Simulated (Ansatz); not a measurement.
**MoSi₂ films: biaxial stress and wafer bow**

Plane-wave DFT in Ansatz, r2SCAN, scalar-relativistic PAW potentials, cutoff 500 eV, no spin-orbit coupling; no spin polarisation. MoSi₂ in space group I4/mmm, strained equally along a and b of the conventional cell, with c and the atoms relaxed within the symmetry (a film with c along the normal). Stress is the in-plane mean, tension positive.

```tsv
strain (%)	stress (GPa)	E − E(0) (meV/atom)
-4.5	?	93.0
-3.0	-16.86	40.3
-1.5	-7.99	9.7
+0.0	0.01	0.0
+1.5	7.02	9.0
+3.0	13.16	34.8
+4.5	18.45	75.5
```

Fit the stress, get the biaxial modulus and predict the missing row.

A parabola through the given rows is σ = -0.02 + 5.007 ε -0.2011 ε² GPa (ε in %), so M = dσ/dε = 501 GPa at zero. It predicts -26.62 GPa at -4.5 %; the run gave -26.39 GPa. The miss is 0.23 GPa, so the fit holds even one step beyond its range. The negative square term means that the film is stiffer in compression than in tension. The energies check it: E/V = Mε² at small strain, and a cubic fit with V = 13.36 Å³/atom gives M = 499 GPa, in agreement.

How much does a 100 nm film at -0.3 % strain bow a 300 mm Si(001) wafer 775 μm thick?

The fit, without its small constant, gives σ = -1.52 GPa. Stoney's formula, κ = 6σt_f/(M_s t_s²) with M_s = 180.5 GPa for Si(001) (literature), gives |κ| = 8.41×10⁻³ m⁻¹ and a bow κr²/2 = 94.6 μm at r = 150 mm, with the film side convex (compression pushes the centre up). This assumes a single-crystal or fully textured, unrelaxed film at 0 K.

The cell has no gap in any row, so the stresses hang on mesh and smearing.

Cost: about 26 core-minutes for the runs cited, on Intel Xeon Processor @ 2.50GHz (Skylake/Cascade Lake) (shared hosts).

MoSi₂ resists in-plane strain strongly, and the response is visibly anharmonic: 3 % compression costs 16.86 GPa, while the same extension gives only 13.16 GPa. The stiffness probably comes from directional Mo d-Si p bonding combined with Mo-Mo and Si-Si interactions, which can make a silicide rigid even though it is metallic. Compression pushes the atoms up the steep repulsive wall of the bonding potential, whereas stretching weakens orbital overlap and lowers the restoring force. Because c is free to relax, the modulus already includes the Poisson response and is the appropriate one for a film with a free surface.

At small strain this asymmetry hardly matters, so the wafer bow is essentially a linear elastic result. Its direction follows from the chosen compressive strain and isn't a prediction of the stress in a deposited film. MoSi₂ contracts more than silicon on cooling, so thermal mismatch alone would favour tension and the opposite curvature.
